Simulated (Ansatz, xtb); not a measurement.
**Relative energy of two isomers of C3H9FSn**

Structure X: `C[CH2][Sn@H]([CH3])[F]`, a singlet. Structure Y: `[CH3][Sn]([CH3])([CH3])[F]`, a singlet. Both are isolated molecules in the gas phase, relaxed with PBE0-D3(BJ)/def2-SVP; the shapes shown needn't be the lowest conformers.

X (Å):

```xyz
14

C    -0.6848    2.1055   -1.8687
C    -1.2182    1.3197   -0.6778
C     1.8939   -0.3643   -0.0229
F    -0.2631   -1.3233   -2.2450
Sn   -0.1954   -0.5584   -0.4451
H    -1.2368    3.0489   -2.0109
H     0.3782    2.3671   -1.7428
H    -0.7689    1.5252   -2.8002
H    -1.1115    1.8823    0.2643
H    -2.2897    1.0920   -0.7921
H    -0.9997   -1.7138    0.5409
H     2.3897   -1.3383   -0.1348
H     2.3449    0.3505   -0.7253
H     2.0429   -0.0014    1.0044
```

Y (Å):

```xyz
14

C    -1.6841    1.6621   -1.3907
C     0.4341    0.3147    1.1729
C     1.5088    0.2689   -2.2503
F    -0.9735   -1.4934   -1.1254
Sn   -0.1429    0.2637   -0.8882
H    -2.5464    1.5218   -0.7242
H    -2.0049    1.5060   -2.4301
H    -1.3132    2.6920   -1.2826
H     0.9173    1.2742    1.4089
H     1.1397   -0.5011    1.3829
H    -0.4524    0.1954    1.8112
H     2.2016   -0.5464   -1.9993
H     1.1453    0.1272   -3.2776
H     2.0476    1.2260   -2.1911
```

Quicker runs give these differences E(Y) − E(X): GFN2-xTB +0.278 eV; HF/STO-3G −0.532 eV (at GFN2-xTB geometries); r2SCAN-D4/def2-SVP −0.341 eV (at GFN2-xTB geometries).

Estimate which is lower in electronic energy at CCSD(T)/def2-SVP + ΔMP2/def2-TZVPP, and by roughly how much.

The CCSD(T)/def2-SVP + ΔMP2/def2-TZVPP calculation puts structure Y lower, by 0.480 eV.

How the difference moves with the method:

```csv
level,geometry,E(Y) − E(X) (eV),departure from the last row (eV),"job, with rough time for the two"
GFN2-xTB,GFN2-xTB,+0.278,+0.758,"optimisation, 0.66 s"
HF/STO-3G,GFN2-xTB,−0.532,−0.052,"single point, 3.8 s"
r2SCAN-D4/def2-SVP,GFN2-xTB,−0.341,+0.139,"single point, 9.9 s"
PBE0-D3(BJ)/def2-SVP,PBE0-D3(BJ)/def2-SVP,−0.339,+0.141,"optimisation, 3.5 min"
HF/def2-SVP,PBE0-D3(BJ)/def2-SVP,−0.337,+0.143,part of the CCSD(T) run
MP2/def2-SVP,PBE0-D3(BJ)/def2-SVP,−0.358,+0.122,part of the CCSD(T) run
CCSD(T)/def2-SVP,PBE0-D3(BJ)/def2-SVP,−0.318,+0.162,single point
CCSD(T)/def2-SVP + ΔMP2/def2-TZVPP,PBE0-D3(BJ)/def2-SVP,−0.480,,"single point, 2.6 min"
```

As drawn, Y has 1 C–Sn, 1 C–H in place of 1 C–C, 1 Sn–H.

GFN2-xTB puts the two in the other order. The largest departure from CCSD(T)/def2-SVP + ΔMP2/def2-TZVPP is that of GFN2-xTB, 0.758 eV. The last row adds to CCSD(T) the change of the MP2 difference between the two basis sets, here −0.162 eV, a large step that makes the value less sure.

With harmonic frequencies from PBE0-D3(BJ)/def2-SVP (ideal gas, rigid rotor, one conformer each, 298.15 K, 1 atm): on the last row, ΔE + ΔZPE = −0.483 eV. A mode under 50 cm⁻¹ makes harmonic enthalpies and free energies unreliable, so none is given.

The correlated steps freeze 8 core orbitals; the filled d shell of Sn is correlated, in a basis made for valence electrons. Atoms past krypton carry core potentials in the def2 sets, other sets are all-electron and non-relativistic, and no spin–orbit term is included. Programs: Ansatz 0.2.0, xtb 6.7.1; the last row on 2 threads of Intel(R) Xeon(R) Processor @ 2.50GHz (Skylake/Cascade Lake) on a shared host.

Trimethyltin fluoride is the lower isomer at every level except GFN2-xTB, and the reason lies in the exchange of bonds. Moving a carbon from the ethyl chain onto tin gives up a strong C–C bond for a weaker Sn–C bond, but it also turns a weak Sn–H bond into a strong C–H bond. The computed difference suggests that the second change outweighs the first. Fluorine stays on tin in both isomers, so the Sn–F bond largely cancels.

In the def2-SVP basis, Hartree–Fock, MP2 and CCSD(T) lie close together, so the preference is already present at mean-field level and correlation makes little net difference to it. Enlarging the basis matters more, which leaves the order well supported but the size of the gap less so. The closeness of HF/STO-3G to the final value is therefore probably a cancellation of errors. The energy difference says nothing about how readily the isomers interconvert, which depends on the barrier.
